# Adiabatic to non-adiabatic crossover of electron hopping between oxide traps

An electron on an oxygen vacancy in HfO$_2$ distorts the lattice around it. It can move to a second vacancy only when a thermal fluctuation brings the two electronic levels into resonance. For distant vacancies the resonance is usually passed without transfer, and the rate scales as the squared electronic coupling. For close vacancies every passage transfers the electron, and lattice motion limits the rate. We derive the formula that joins these limits and then size the terms it omits.

## Premises and conventions

1. There are two electronic states, 1 and 2 (electron on vacancy 1 or 2), coupled by a real matrix element $V>0$ that does not depend on the lattice configuration.
2. One effective lattice coordinate $Q$, of mass $M$ and frequency $\nu=\omega/2\pi$, moves classically on the diabatic (fixed-charge) energies
$$U_1=\tfrac12M\omega^2Q^2,\qquad U_2=\tfrac12M\omega^2(Q-\Delta Q)^2+\Delta E .$$
The relaxation energy $E_R=\tfrac12M\omega^2\Delta Q^2$ is the total for both vacancies. $\Delta E$ is the final minus the initial relaxed energy, including the field drop.
3. The crossing lies between the minima, $|\Delta E|<E_R$ (normal region), and its barrier is large compared with $kT$.
4. Well 1 is in thermal equilibrium. A system that leaves the crossing towards a minimum loses energy to other phonons and does not return at once.
5. The velocity is constant while the crossing is passed, and successive passages add as probabilities.

Here $kT$ is the thermal energy and $h\nu=\hbar\omega$.

## Step 1: crossing point and barrier

The quadratic terms cancel in the gap:
$$U_1-U_2=M\omega^2\Delta Q\,Q-(E_R+\Delta E).$$
It vanishes at $Q_c=(E_R+\Delta E)/(M\omega^2\Delta Q)$. Inserting $Q_c$ in $U_1$ and using $M\omega^2\Delta Q^2=2E_R$ gives
$$\varepsilon_{12}=\frac{(E_R+\Delta E)^2}{4E_R}.\tag{1}$$
The slope of the gap is $f=M\omega^2\Delta Q=\omega\sqrt{2ME_R}$, independent of $\Delta E$.

## Step 2: how often the crossing is reached

The forward flux through $Q_c$ is the Boltzmann density at $Q_c$ times the positive velocity $v$, normalised over the whole well (the high barrier lets us extend the $Q$ integral to infinity):
$$k_0=\frac{e^{-\varepsilon_{12}/kT}\int_0^\infty v\,e^{-Mv^2/2kT}dv}{\sqrt{2\pi kT/M}\,\sqrt{2\pi kT/M\omega^2}}=\nu\,e^{-\varepsilon_{12}/kT},\tag{2}$$
since the velocity integral is $kT/M$ and the denominator is $2\pi kT/M\omega$. With $u=Mv^2/2kT$ the weight $v\,e^{-Mv^2/2kT}dv$ becomes proportional to $e^{-u}du$, which is the normalised distribution of arriving trajectories.

## Step 3: one passage (Landau-Zener)

At constant $v$ the gap is $\alpha t$ with $\alpha=fv>0$. Measuring energy from $U_2$ changes only a common phase, so the amplitudes obey
$$i\hbar\dot c_1=\alpha t\,c_1+Vc_2,\qquad i\hbar\dot c_2=Vc_1 .$$
Write $c_j(t)=\int_C a_j(\epsilon)\,e^{-i\epsilon t/\hbar}d\epsilon$ along a complex contour $C$. A time derivative $i\hbar\,d/dt$ multiplies by $\epsilon$. Because $t\,e^{-i\epsilon t/\hbar}=i\hbar\,\partial_\epsilon e^{-i\epsilon t/\hbar}$, integration by parts turns the factor $t$ into $-i\hbar\,d/d\epsilon$. The second equation gives $a_2=Va_1/\epsilon$, and the first becomes first order:
$$-i\hbar\alpha\,a_1'=\Big(\epsilon-\frac{V^2}{\epsilon}\Big)a_1\;\Rightarrow\; a_1=e^{i\epsilon^2/2\hbar\alpha}\,\epsilon^{-i\gamma},\qquad \gamma=\frac{V^2}{\hbar\alpha}.$$
The boundary terms vanish if $C$ runs from $-\infty\, e^{i\pi/4}$ to $+\infty\, e^{i\pi/4}$, where the Gaussian decays. We let $C$ pass above the branch point $\epsilon=0$ and lay the cut downward.

At large $|t|$ the phase $\epsilon^2/2\alpha-\epsilon t$ is stationary at $\epsilon=\alpha t$, and the steepest-descent line through that point, at 45°, contributes $\sqrt{2\pi\hbar\alpha}\,|a_1(\alpha t)|$ to $|c_1|$.

- For $t\to-\infty$ this line passes above the origin, so it is a valid $C$. Then $c_2/c_1\approx V/\alpha t\to0$: the electron starts in state 1, as required. There $\epsilon=|\epsilon|e^{i\pi}$, so $|a_1|=e^{\pi\gamma}$.
- For $t\to+\infty$ the saddle has $|a_1|=1$. The line passes below the origin, so a loop round the cut must be added. Its contribution to $c_1$ falls as $1/t$.

Hence $|c_1(+\infty)|^2/|c_1(-\infty)|^2=e^{-2\pi\gamma}$, and the probability that the electron changes site is
$$P=1-e^{-2\pi\gamma},\qquad 2\pi\gamma=\frac{2\pi V^2}{\hbar fv},\tag{3}$$
the result of Landau and Zener (1932). The loop confirms it. With $\epsilon=is/t$ (taking $\hbar=\alpha=1$, so $V^2=\gamma$) its contribution to $c_2$ is Hankel's integral for $1/\Gamma(1+i\gamma)$, which gives $|c_2|^2=4\pi^2\gamma\, e^{\pi\gamma}/|\Gamma(1+i\gamma)|^2=2\pi(e^{2\pi\gamma}-1)$, using $|\Gamma(1+i\gamma)|^2=\pi\gamma/\sinh\pi\gamma$. Dividing by $|c_1(-\infty)|^2=2\pi e^{2\pi\gamma}$ returns $P$. By symmetry between the states and by time reversal, the same $P$ holds for either initial state and either direction. Changing site means staying on the same adiabatic (eigen) surface.

## Step 4: repeated passages

Call $Q<Q_c$ left and $Q>Q_c$ right. On the left $U_1$ is the lower curve, on the right $U_2$. A trajectory arrives from the left in state 1.

- With probability $P$ it changes to state 2 and descends into well 2: success.
- With probability $1-P$ it stays in state 1, which on the right is the upper, rising curve. It turns round and recrosses at the same speed.
- From upper right it keeps state 1 with probability $1-P$ and falls back into well 1 (failure), or changes to state 2 with probability $P$ and climbs the upper left curve.
- From upper left it keeps state 2 with probability $1-P$ and descends into well 2 (success), or changes with probability $P$ and is again at upper right.

Each closed loop on the upper surface costs $P^2$. The transmission is
$$\eta=P+(1-P)P(1-P)\sum_{n=0}^\infty P^{2n}=P+\frac{P(1-P)}{1+P}=\frac{2P}{1+P}.\tag{4}$$
For small $P$, $\eta\approx2P$: one chance on the way out and one on the way back.

## Step 5: thermal average

Under the premises the rate is $k_0$ times the average of $\eta$ over $e^{-u}du$. Since $\gamma\propto1/v$ and $v=\sqrt{2kTu/M}$, we need
$$\Big\langle\frac1v\Big\rangle=\sqrt{\frac{M}{2kT}}\int_0^\infty u^{-1/2}e^{-u}du=\sqrt{\frac{\pi M}{2kT}} .$$
Define the adiabaticity parameter $g=\langle2\pi\gamma\rangle$. With $f$ from Step 1 the mass cancels:
$$g=\frac{2\pi V^2}{\hbar\omega\sqrt{2ME_R}}\sqrt{\frac{\pi M}{2kT}}=\frac{\pi^{3/2}V^2}{h\nu\sqrt{E_RkT}}.\tag{5}$$
For an individual trajectory $2\pi\gamma=g/\sqrt{\pi u}$, so
$$\bar\eta(g)=\int_0^\infty e^{-u}\,\frac{2P(u)}{1+P(u)}\,du,\qquad P(u)=1-e^{-g/\sqrt{\pi u}}.\tag{6}$$
The working formula replaces $2\pi\gamma$ by its mean, which amounts to giving all trajectories the speed $\sqrt{2kT/\pi M}$:
$$k=\nu\,\frac{2P}{1+P}\,e^{-\varepsilon_{12}/kT},\qquad P=1-e^{-g}.\tag{7}$$
This replacement is an interpolation. It agrees with (6) to first order in $g$, where only the mean enters, and for $g\to\infty$, where both tend to 1. At $g=1$, (7) has $\eta=0.77$ while numerical integration of (6) gives $0.67$, so (7) is 15% high.

## Step 6: the two limits

**Weak coupling.** Expanding, $\eta=2g-3g^2+\dots$, and the leading term gives
$$k\to2g\,k_0=\frac{2\pi^{3/2}V^2}{h\sqrt{E_RkT}}\,e^{-\varepsilon_{12}/kT}=\frac{2\pi}{\hbar}\frac{V^2}{\sqrt{4\pi E_RkT}}\,e^{-\varepsilon_{12}/kT}\equiv k_{GR}.\tag{8}$$
The frequency has cancelled: a faster lattice arrives more often but lingers less. An independent route is the golden rule $k=(2\pi/\hbar)V^2\langle\delta(U_1-U_2)\rangle$ in well 1. The gap is linear in the Gaussian variable $Q$, with mean $-(E_R+\Delta E)$ and variance $f^2kT/M\omega^2=2E_RkT$. Its probability density at zero is $(4\pi E_RkT)^{-1/2}e^{-\varepsilon_{12}/kT}$, which reproduces (8), the Marcus rate.

**Strong coupling.** For $g\gg1$, $1-\eta=e^{-g}/(2-e^{-g})\to0$. The prefactor saturates at $\nu$, and (7) gives $k\to k_0=\nu e^{-\varepsilon_{12}/kT}$.

## Step 7: crossover distance

Let $V=V_0e^{-\kappa x}$, where $x$ is the vacancy separation beyond a contact distance $d_0$. Then $g=g_0e^{-2\kappa x}$ with $g_0=g(x=0)$. If $g_0>1$, the condition $g=1$ defines
$$x^*=\frac{1}{2\kappa}\ln g_0,\qquad V^*=\Big(\frac{h\nu\sqrt{E_RkT}}{\pi^{3/2}}\Big)^{1/2}.\tag{9}$$
Inside $x^*$ the prefactor $\nu\eta$ lies between $0.77\nu$ and $\nu$. Well outside, the rate falls as $e^{-2\kappa x}$. The asymptotes $\eta=2g$ and $\eta=1$ intersect further out, at $x^*+\ln2/2\kappa$.

## Step 8: the barrier also depends on $V$

Equation (7) counts only trajectories with energy above the diabatic crossing. The coupling lowers the ground surface there. For $\Delta E=0$, measure $q=Q/\Delta Q-\tfrac12$, so that $U_{1,2}=E_R(q\pm\tfrac12)^2$. The lower eigenvalue of the $2\times2$ Hamiltonian is
$$E_-(q)=E_R\big(q^2+\tfrac14\big)-\sqrt{E_R^2q^2+V^2}.$$
At $q=0$ it equals $E_R/4-V$. Setting $dE_-/dq=0$ with $q\ne0$ makes the square root equal to $E_R/2$, so $q^2=\tfrac14-V^2/E_R^2$ and $E_-=-V^2/E_R$. The adiabatic barrier is
$$\varepsilon_{ad}=\frac{E_R}{4}-V+\frac{V^2}{E_R}=\frac{(E_R-2V)^2}{4E_R}.\tag{10}$$
The curvature at the minimum, $2E_R-8V^2/E_R$, multiplies the well frequency by $\sqrt{1-4V^2/E_R^2}$. For $g\gg1$ the motion stays on $E_-$, and Step 2 must be repeated on that surface. The rate then exceeds $k_0$ by essentially $A=\exp[(V-V^2/E_R)/kT]$. A practical amendment is $k_{ad}=Ak$, that is (7) with $\varepsilon_{ad}$ in place of $\varepsilon_{12}$. It has the right exponent for $g\gg1$ and tends to (8) as $V/kT\to0$, but it is not derived in between. The prefactor saturates inside $x^*$. The rate shows a plateau only over the range where $g>1$ and $V\ll kT$ hold together, which exists only if $V^*\ll kT$.

## Range of validity

- **Constant velocity.** The transition is decided while the gap is within about the larger of $V$ and $\sqrt{\hbar\alpha}$, and the kinetic energy, of order $kT$, must exceed this. At the speed $\sqrt{2kT/\pi M}$, $\hbar\alpha=2\pi V^{*2}$. Near the crossover both conditions read $V^*\ll kT$, where $(V^*/kT)^2=(h\nu/kT)\sqrt{E_R/kT}/\pi^{3/2}$. Otherwise $A(V^*)$ measures how far (7) is undetermined there.
- **Classical lattice.** For a quantum mode and $\Delta E=0$ we quote the standard golden-rule form $k=(V/\hbar)^2\int dt\,\exp\{-S[\cosh(y/2)-\cos\omega t]/\sinh(y/2)\}$, with $S=E_R/h\nu$ and $y=h\nu/kT$. Expanding the cosine about $t=0$ (a spread of phonon frequencies suppresses the recurrences) gives a Gaussian integral. Its ratio to (8) is
$$\Gamma_q=\sqrt{\frac{\sinh(y/2)}{y/2}}\,\exp\{S[y/4-\tanh(y/4)]\}.$$
For small $y$ the exponent is $Sy^3/192=(\pi^3/192)(V^*/kT)^4$, so the same ratio $V^*/kT$ controls lattice tunnelling, which grows fast on cooling.
- **Localised states.** The barrier (10) vanishes at $V=E_R/2$, where the electron is shared by both vacancies. Hopping needs $\varepsilon_{ad}\gg kT$.
- **Normal region.** For $\Delta E<-E_R$ both slopes have the same sign at the crossing and the counting in Step 4 does not apply.
- **Moderate damping.** Premise 4 fails for very weak damping (return from well 2) and for very strong damping (diffusive recrossing). Both lower the net rate.
- **Two discrete levels, equal curvatures.** Capture from a band or a metal involves a continuum of crossings, and unequal curvatures change (1) and $f$.

## Numerical illustration: two vacancies in HfO$_2$

The inputs are approximate values chosen as typical orders of magnitude, to be replaced by calculated ones for a given charge state: $E_R=1.0$ eV, $\Delta E=0$, $\nu=1.0\times10^{13}$ s$^{-1}$, $V_0=0.20$ eV at $d_0\approx0.3$ nm, $\kappa=3.5$ nm$^{-1}$, and $T=400$ K.

Then $kT=34.5$ meV, $h\nu=41.4$ meV, $\sqrt{E_RkT}=0.186$ eV and $\varepsilon_{12}=0.25$ eV, so $k_0=7.1\times10^9$ s$^{-1}$. From (5) and (9), $g_0=29$, $V^*=37$ meV and $x^*=0.48$ nm. The asymptotes meet at $0.58$ nm. Rates below are in s$^{-1}$.

| $x$ (nm) | $V$ (meV) | $g$ | $\eta$ | $k_{GR}$ | $k$, eq. (7) | $k_{ad}$ |
|---|---|---|---|---|---|---|
| 0 | 200 | 29 | 1.00 | $4.1\times10^{11}$ | $7.1\times10^{9}$ | $7.3\times10^{11}$ |
| 0.25 | 83 | 5.0 | 1.00 | $7.1\times10^{10}$ | $7.1\times10^{9}$ | $6.5\times10^{10}$ |
| 0.50 | 35 | 0.88 | 0.74 | $1.2\times10^{10}$ | $5.2\times10^{9}$ | $1.4\times10^{10}$ |
| 0.75 | 14 | 0.15 | 0.25 | $2.2\times10^{9}$ | $1.8\times10^{9}$ | $2.7\times10^{9}$ |
| 1.00 | 6.0 | 0.026 | 0.051 | $3.7\times10^{8}$ | $3.6\times10^{8}$ | $4.3\times10^{8}$ |

The transmission saturates as derived, but here $V^*/kT=1.1$, so the constant-velocity premise is marginal and the omitted terms matter. The barrier factor $A$ is $2.8$ at $x^*$ and $1.0\times10^2$ at contact, against a suppression $k_{GR}/k$ of 58 at contact. Barrier lowering therefore removes the plateau that (7) predicts with a fixed barrier: $k_{ad}$ stays within a factor of two of the extrapolated golden rule in every row. The smaller corrections are the well-frequency factor ($0.92$ at contact), the 15% from velocity averaging, and lattice tunnelling, $\Gamma_q=1.3$ for $S=24$ and $y=1.2$. The second digit in the table serves only to compare columns. Near $x^*$ the rate is fixed to about a factor of three.

The crossover separation $d_0+x^*\approx0.8$ nm corresponds to a local vacancy density $(d_0+x^*)^{-3}\approx2\times10^{21}$ cm$^{-3}$. For these inputs the golden rule describes hops between dilute vacancies, and the adiabatic barrier (10) is needed only inside dense vacancy clusters such as a forming conductive filament.